Someone setting up further ZnSe calculations, or turning a measured change of volume into a pressure, must decide whether these twelve cells can be interpolated or whether some stretch has to be computed again. They can be interpolated. Near zero pressure, squeezing out one per cent of the volume costs a little under 0.6 GPa. Even the worst row lies within 0.001 GPa of one smooth curve, so a real break of a hundredth of a gigapascal would stand out clearly.

Zinc-blende ZnSe at a series of volumes with the atoms held fixed, computed with Ansatz 0.2.0 using scalar-relativistic, non-spin-polarised PBE and frozen-core PAW (set soft_2). The plane-wave cutoff is 420 eV, the k mesh 8×8×8 and the Fermi–Dirac smearing width 0.03 eV. Pressure is positive in compression.

```tsv
volume (Å³/atom)	shortest distance (Å)	pressure (GPa)
21.391	2.404	6.785
21.403	2.404	6.739
21.846	2.421	5.053
22.074	2.429	4.255
22.302	2.438	3.499
22.529	2.446	2.783
22.757	2.454	2.104
22.984	2.462	1.461
23.212	2.470	0.851
23.439	2.478	0.274
23.667	2.486	-0.274
24.122	2.502	-1.284
```

**From 21.391 to 21.846 Å³/atom.** The top of the table is where the pattern seems to break. The pressure falls by only 0.046 GPa between the first two rows and then by 1.686 GPa to the third. The volumes explain this, because the first two cells are almost the same cell, while the volume step to the third is nearly forty times as large. What has to run smoothly is the pressure change per change of volume, not the change per row.

Even after that division, one oddity remains. With the printed volumes, the slope is -3.83 GPa per Å³ in the first interval and -3.81 in the second, as if the crystal had almost stopped stiffening under compression. The first volume step is so short that its last printed digit can falsify it by up to 9 per cent. With the unrounded volumes the slopes are -4.04 and -3.80, and the steady trend is back, though the rounded pressures still blur the first value a little: with the unrounded pressures as well, it is -3.99. The only apparent break in the slope is therefore a rounding effect.

**From 21.846 to 22.757 Å³/atom.** Here the volumes are evenly spaced and the pattern can be read by eye. Each equal step in volume releases less pressure than the one before, from 0.798 GPa at the start of the stretch to 0.679 GPa at its end. The crystal is stiffer when it is compressed.

The usual explanation starts from two opposing tendencies. Bonding and electrostatic attraction pull the atoms together. When neighbouring atoms come too close, their electrons are crowded into less room, and the exclusion principle forces them into states of higher kinetic energy. This repulsion grows faster than the attraction as the bonds shorten, so each further step inward meets more resistance. The kinetic energy of the plane-wave part does rise as the cell shrinks, from 249.4 eV at 23.439 to 251.2 eV at 21.846 Å³/atom. The argument is still general theory, because the on-site part of the energy mixes kinetic and electrostatic terms, and the energy parts don't separate the two tendencies cleanly. It leads one to expect the same steepening in related semiconductors, as long as they keep their structure.

The steepening can also be put into a formula. Symmetry keeps this simple, because once the volume is chosen, every bond is fixed. Let $V$ be the volume, $V_0$ the volume at zero pressure, and

$$f=\tfrac12\left[(V_0/V)^{2/3}-1\right]$$

a measure of compression. Near its minimum the energy $E$ can be written as a constant plus a term in $f^2$ and a smaller term in $f^3$. The pressure is $P=-dE/dV$, which gives the third-order Birch–Murnaghan law,

$$P=3B_0 f(1+2f)^{5/2}\left[1+\tfrac32(B_0'-4)f\right].$$

Here $B_0$ is the bulk modulus at zero pressure, the resistance to uniform squeezing, and $B_0'$ is its increase per unit of pressure.

The three constants were fitted to all twelve rows, using the unrounded volumes. They come out as $V_0=23.55$ Å³/atom, $B_0=56.7$ GPa and $B_0'=4.5$. The last number is the one to remember: near zero pressure, each gigapascal of pressure adds four to five gigapascals of stiffness. Fixing $B_0'$ at 4 while keeping the same $V_0$ gives a simpler law that misses by up to 0.04 GPa, so the extra stiffening is well resolved.

The row at 22.757 Å³/atom, which was part of the fit, shows how the law works. The ratio $V_0/V$ is $23.55/22.757=1.035$, which gives $f=0.0115$. The leading term $3B_0f$ is then about 1.96 GPa. The factor $(1+2f)^{5/2}$ raises it by 6 per cent and the bracket by another 1 per cent, giving 2.10 GPa, as in the table. Most of the pressure thus comes from simple springiness, and the curvature is a modest correction.

**From 22.757 to 23.667 Å³/atom.** The pressure now passes through zero, from 0.274 GPa at 23.439 to -0.274 GPa at 23.667 Å³/atom. Nothing special happens to the slope there. A negative pressure means only that the cell is held larger than it would like to be, and the same bonds respond on both sides of the crossing.

This is where a limit matters in practice. The functional used here, PBE, tends to make such crystals too large, and the calculation leaves out thermal and zero-point motion. A measured volume inserted directly into the table would therefore carry a false pressure. It is safer to compare relative volumes, dividing the measured one by the measured volume at zero pressure and the computed one by 23.55 Å³/atom. The computed stiffness remains that of PBE even then.

The smooth crossing also shows what a physical break would need. In every row the same number of bands is filled, and the narrowest gap between filled and empty states, 1.06 eV, is about 35 times the smearing width, even though PBE makes such gaps too small. Spin-orbit coupling, left out here, is expected to narrow the gap somewhat but not to come near closing it. No electrons change places as the volume changes. The atoms are held at their symmetric sites, so none slips into a new position either. With neither kind of switch available, the energy is a smooth function of volume, and so is its slope, the pressure.

A break would be expected where one of these conditions fails: where atoms leave their symmetric sites, or where the gap closes and electrons are redistributed. If the bands only begin to overlap gradually, the pressure may show no more than a faint bend. A reordering of the empty bands alone would not be enough. It could put a kink in the gap, but the ground-state energy, and with it the pressure, depends on the filled states.

A break can also be numerical. At a fixed cutoff, the number of plane waves changes in jumps as the volume grows, which can roughen the curve. The computed stress also needs a correction for the changing set, about 0.05 GPa here. Leaving it out would shift the pressures almost evenly rather than break the curve. The total energies of the same runs offer a test, because the fitted pressure curve can be integrated to predict them, with only their common zero left to adjust. They span 84 meV per two-atom cell, and the prediction misses none by more than 0.015 meV. Without the correction the two would drift apart by nearly 2 meV over the range, so pressure and energy tell the same story.

**From 23.667 to 24.122 Å³/atom.** The last pressure step, 1.010 GPa, is almost twice the one before it, and again looks like a break. The volume step has doubled. Per Å³ the slope goes from -2.41 to -2.22 GPa, which continues the softening seen in all the rows above. The law has its largest miss here, less than 0.001 GPa but a little more than the rounding of the pressures allows. The misses change sign in runs along the table, as expected when a law is stopped at third order, and an end row feels that most. The miss points to the formula, not to a break in the crystal.

Taken from end to end, the bonds lengthen by only 4 per cent, from 2.404 to 2.502 Å. Over the same range the bulk modulus obtained from the fitted law falls from 86 to 51 GPa. A small change in bond length thus makes a large change in stiffness, and a single bulk modulus is a poor description of the whole table. Three constants are enough because the strain is small and the state of the crystal never changes. The output printed below gives the slopes and misses row by row.

The break that matters most for real ZnSe could not appear in this table. Under strong compression, zinc-blende crystals of this kind give way to denser structures in which each atom has more neighbours, and the volume then drops abruptly. These cells keep the zinc-blende arrangement at every volume, so their curve would run on smoothly even where another structure had become more stable. The smoothness shows that the zinc-blende curve can be interpolated, not that zinc-blende is the structure a crystal would choose. At what pressure PBE would prefer a denser form remains open until the same curve is computed for that form.

Printed output of the fit:

```
fit of pressure on 12 rows: coefficient of g -0.003328 +/- 0.00022, coefficient of g*f 170 +/- 0.028, coefficient of g*f**2 134.1 +/- 0.89; rms 0.000442, worst 24.122 -0.000783, leave-one-out rms 0.000775
fit of pressure on 12 rows: coefficient of h*(1+2*h)**2.5 173.7 +/- 0.32; rms 0.0226, worst 24.122 -0.0366, leave-one-out rms 0.026
Steps and misses:
     row  pressure step GPa  slope GPa per A3 full volumes  slope from table volumes  bulk modulus GPa  law less pressure MPa  energy miss meV per cell
  21.391                n/a                            n/a                       n/a             85.97                 0.1256                  0.006707
  21.403             -0.046                         -4.043                    -3.833             85.78                 0.4615                 -0.003778
  21.846             -1.686                         -3.799                    -3.806             78.71                 -0.437                 -0.001144
  22.074             -0.798                         -3.507                      -3.5             75.32                -0.4251                  -0.01033
  22.302             -0.756                         -3.322                    -3.316             72.09                -0.2843                  -0.01307
  22.529             -0.716                         -3.146                    -3.154                69                -0.3628                   0.01432
  22.757             -0.679                         -2.984                    -2.978             66.04                 0.1389                   0.01201
  22.984             -0.643                         -2.826                    -2.833             63.21                 0.1572                  -0.01381
  23.212              -0.61                         -2.681                    -2.675             60.51                  0.756                   0.00876
  23.439             -0.577                         -2.536                    -2.542             57.92                 0.1177                  -0.01307
  23.667             -0.548                         -2.408                    -2.404             55.44                 0.5353                  0.002924
  24.122              -1.01                         -2.219                     -2.22             50.79                -0.7834                   0.01049
Possible rounding error of the first volume step (percent): 8.789
Pressure change from half a last digit of volume, at most (GPa): 0.002009
Volume at zero pressure (A3 per atom): 23.55
Bulk modulus at zero pressure (GPa): 56.67
Pressure derivative of the bulk modulus at zero pressure: 4.526
Largest miss of the third-order law (GPa): 0.0007834
Largest miss of the second-order law (GPa): 0.03657
Largest energy miss (meV per cell): 0.01432
Energy span of the rows (meV per cell): 83.51
Energy drift over the range if the cutoff correction were missing (meV per cell): 1.833
Smallest gap over smearing width: 35.34
```
